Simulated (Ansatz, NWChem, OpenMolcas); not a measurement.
**Errors in the dipole moment**

10 molecules with halogens; the dipole moment in D, computed less measured. Shapes, held fixed at every level: PBE0-D4/def2-TZVP. No vibrational averaging. Dipoles are compared by magnitude; molecules under 1 D, whose direction can flip, are left out. Programs: Ansatz 0.2.0, NWChem 7.3.0, OpenMolcas 26.06. A level may come from different programs for different species; with the same settings they agree closely. Measured values: NIST CCCBDB.

Levels: A = PBE-D4/def2-TZVPP; B = r2SCAN-D4/def2-TZVPP; C = B3LYP/6-31G* (Cartesian functions); D = B3LYP-D4/def2-TZVPP.

| molecule | measured | A | B | C | D |
| --- | --- | --- | --- | --- | --- |
| HCl (hydrogen chloride) | 1.08 | +0.09 | +0.14 | +0.38 | +0.11 |
| HF (SMILES F) | 1.82 | -0.02 | +0.02 | +0.02 | +0.03 |
| CHFO (formyl fluoride) | 2.02 | -0.07 | +0.02 | -0.05 | +0.07 |
| CH3Cl (chloromethane) | 1.87 | -0.05 | +0.05 | +0.14 | +0.01 |
| SiH2Cl2 (dichlorosilane (DCS)) | 1.13 | -0.09 | -0.02 | +0.43 | +0.01 |
| SO2F2 (sulfuryl fluoride) | 1.12 | -0.01 | +0.02 | +0.06 | +0.01 |
| C2F3N (cyanotrifluoromethane) | 1.33 | +0.15 | +0.16 | +0.15 | +0.07 |
| C2H2F2 (vinylidene fluoride) | 1.38 | -0.39 | -0.34 | -0.43 | -0.21 |
| C2H5Br (bromoethane) | 2.03 | +0.04 | +0.18 | +0.21 | +0.10 |
| C2H5Cl (chloroethane) | 2.05 | -0.07 | +0.05 | +0.11 | -0.01 |

Question: Sum up the errors.

Answer: 
```json
{"level": "PBE-D4/def2-TZVPP", "kind": "GGA", "mean error": "-0.042", "mean absolute error": "0.098", "worst case": "C2H2F2"}
{"level": "r2SCAN-D4/def2-TZVPP", "kind": "meta-GGA", "mean error": "+0.028", "mean absolute error": "0.100", "worst case": "C2H2F2"}
{"level": "B3LYP/6-31G* (Cartesian functions)", "kind": "global hybrid", "mean error": "+0.102", "mean absolute error": "0.198", "worst case": "SiH2Cl2"}
{"level": "B3LYP-D4/def2-TZVPP", "kind": "global hybrid", "mean error": "+0.019", "mean absolute error": "0.063", "worst case": "C2H2F2"}
```

On this set B3LYP-D4/def2-TZVPP has the smallest mean absolute error and B3LYP/6-31G* (Cartesian functions) the largest. PBE-D4/def2-TZVPP is too low in 7 of 10; r2SCAN-D4/def2-TZVPP is too high in 8 of 10; B3LYP/6-31G* (Cartesian functions) is too high in 8 of 10; B3LYP-D4/def2-TZVPP is too high in 8 of 10. All levels miss C2H2F2 on one side, which points to its shape or to the tabulated value. The tabulated values of HCl, C2F3N are in doubt (older tables, estimates, or at odds with other calculations) and kept here. Over the 8 molecules whose values aren't doubted the mean absolute errors are A 0.092; B 0.088; C 0.181; D 0.056. Relativity is left out for Br. The set is small.

With B3LYP, going from the larger basis to 6-31G* raises the dipole in every chlorine- or bromine-containing molecule, most strongly in SiH2Cl2, whereas the fluorine compounds without a heavier halogen shift both ways. Since dispersion corrections leave the density at a fixed shape unchanged, this is a basis effect. The small set probably gives the diffuse, polarizable halogen lone pairs too little freedom to polarize back against the bond dipole.

In the larger basis, PBE gives a smaller dipole than B3LYP in every molecule except C2F3N. This fits the tendency of semilocal exchange to delocalize charge and soften polar bonds. In C2F3N the CF3 and CN group dipoles oppose each other, so weakening one can enlarge the resultant.

In C2H2F2, fluorine π donation opposes σ withdrawal, and the deficit shrinks from -0.39 with PBE to -0.21 with B3LYP, so at least part of the error depends on the electronic treatment. The near-equal mean absolute errors of PBE and r2SCAN don't support ranking one above the other.
